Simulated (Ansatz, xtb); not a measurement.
# CH4AlFS: which of two isomers lies lower

Structure a: `C[S][AlH][F]`, a singlet. Structure b: `[CH3][Al]([F])[SH]`, a singlet. Both are isolated molecules in the gas phase, relaxed with PBE0-D3(BJ)/def2-SVP; the shapes shown needn't be the lowest conformers.

a (Å):

```
atom    x (Å)    y (Å)    z (Å)
   C  -0.3943   0.1096   0.4608
  Al   0.8315   1.3495  -2.1003
   F   0.9166  -0.2653  -2.5167
   S  -0.0115   1.7921  -0.1585
   H  -0.1164  -0.6652  -0.2653
   H   0.1587  -0.0519   1.3954
   H  -1.4717   0.0494   0.6632
   H   1.3476   2.4514  -3.0953
```

b (Å):

```yaml
atoms:
  - { symbol: C, position_ang: [-0.1594, 0.0341, -0.6882] }
  - { symbol: Al, position_ang: [-0.3525, 0.3147, 1.2146] }
  - { symbol: F, position_ang: [0.1093, 1.7528, 1.9253] }
  - { symbol: S, position_ang: [-1.1699, -1.1828, 2.5696] }
  - { symbol: H, position_ang: [0.8953, 0.1356, -0.9921] }
  - { symbol: H, position_ang: [-0.5099, -0.9627, -0.9968] }
  - { symbol: H, position_ang: [-0.7310, 0.7883, -1.2534] }
  - { symbol: H, position_ang: [-1.0278, -0.3925, 3.6574] }
```

Problem. Which of the two would you expect CCSD(T)/def2-TZVP electronic energies to favour?

Solution. Structure b; the calculation gives E(b) − E(a) = −16.2 kcal/mol.

The same difference at several levels:

```
               level              geometry  E(b) − E(a) (kcal/mol)  departure from the last row (kcal/mol)  job, with rough time for the two
            GFN2-xTB              GFN2-xTB                      +2.3                                   +18.4              optimisation, 0.72 s
           HF/STO-3G              GFN2-xTB                     −13.2                                    +3.0               single point, 0.7 s
  r2SCAN-D4/def2-SVP              GFN2-xTB                     −18.1                                    −1.9               single point, 4.2 s
PBE0-D3(BJ)/def2-SVP  PBE0-D3(BJ)/def2-SVP                     −16.9                                    −0.7                optimisation, 81 s
        HF/def2-TZVP  PBE0-D3(BJ)/def2-SVP                     −15.4                                    +0.7           part of the CCSD(T) run
       MP2/def2-TZVP  PBE0-D3(BJ)/def2-SVP                     −16.4                                    −0.2           part of the CCSD(T) run
   CCSD(T)/def2-TZVP  PBE0-D3(BJ)/def2-SVP                     −16.2                                                        single point, 76 s
```

As drawn, b has 1 C–Al, 1 S–H in place of 1 C–S, 1 Al–H.

GFN2-xTB puts the two in the other order. The largest departure from CCSD(T)/def2-TZVP is that of GFN2-xTB, 18.4 kcal/mol.

With harmonic frequencies from PBE0-D3(BJ)/def2-SVP (ideal gas, rigid rotor, one conformer each, 298.15 K, 1 atm): the zero-point term adds −0.7 kcal/mol; ΔH is −16.6 and ΔG −17.2 kcal/mol.

The correlated steps freeze 12 core orbitals. Programs: Ansatz 0.2.0, xtb 6.7.1; the last row on 2 threads of Intel(R) Xeon(R) Processor @ 2.50GHz (Skylake/Cascade Lake) on a shared host.

Both isomers keep the Al–F and Al–S bonds, so the preference for b comes down to methyl and hydrogen trading places between sulfur and aluminium. Sulfur binds hydrogen distinctly more strongly than it binds methyl, whereas Al–H and Al–C bonds are closer in strength. The gain at sulfur therefore probably sets the sign, with the polar Al–C bond making up for the lost Al–H bond.

Because the exchange conserves the number of single bonds and both molecules are closed-shell, most of the correlation energy cancels, and Hartree–Fock in the larger basis already gives −15.4 kcal/mol. The reversed order from GFN2-xTB is unlikely to stem from its geometries, since r2SCAN-D4 on those same structures favours b by a wide margin. An imbalance in its description of the exchanged bonds is more likely.

The preference applies to the free monomers; three-coordinate aluminium is Lewis acidic, and association through fluorine, sulfur or hydride bridges could alter the balance in a condensed phase.
